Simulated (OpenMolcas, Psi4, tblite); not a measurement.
## AsF3 (arsenic trifluoride): methods side by side

AsF3 has 4 atoms, charge 0, and is taken as a singlet. As SMILES, `F[As](F)F`. The coordinates come from a PBE0-D4/def2-TZVP relaxation.

Each level gives the dipole moment (D). The values are calculated.

**Question.** The value from experiment is 2.59 D (NIST CCCBDB). From what is known of these methods, estimate their order from the nearest to it to the farthest.
A. HF/cc-pVDZ (OpenMolcas)
B. wB97X-V/cc-pVDZ (Psi4)
C. IPEA1-xTB (tblite)
D. SVWN5/cc-pVDZ (Psi4)
E. TPSSh/cc-pVDZ (Psi4)

**Answer.** C (2.62 D, +0.03), B (2.49 D, -0.10), E (2.34 D, -0.25), D (2.20 D, -0.39), A (3.03 D, +0.44).

The dipole of AsF3 reflects strongly polar As–F bonds in a pyramidal molecule. Their moments add along the axis towards the fluorines, while the arsenic lone pair on the opposite side partly offsets them. The calculated dipole is therefore sensitive to how much charge is moved from arsenic to fluorine.

Among the four cc-pVDZ results, the dipole rises from SVWN5 (2.20 D) through TPSSh and wB97X-V to Hartree–Fock (3.03 D), with experiment between the last two. This order probably reflects the growing role of exact exchange, which favours more ionic bonds, whereas the local functional spreads the charge more evenly and Hartree–Fock lacks the correlation that would moderate the polarity. SVWN5 and Hartree–Fock thus miss by similar amounts but in opposite directions, so the ranking by absolute error hides a qualitative difference between them.

The near-exact IPEA1-xTB value, for a single molecule and a single property, does not show that its underlying charge distribution is better than that of wB97X-V, since compensating errors can give the same total moment.
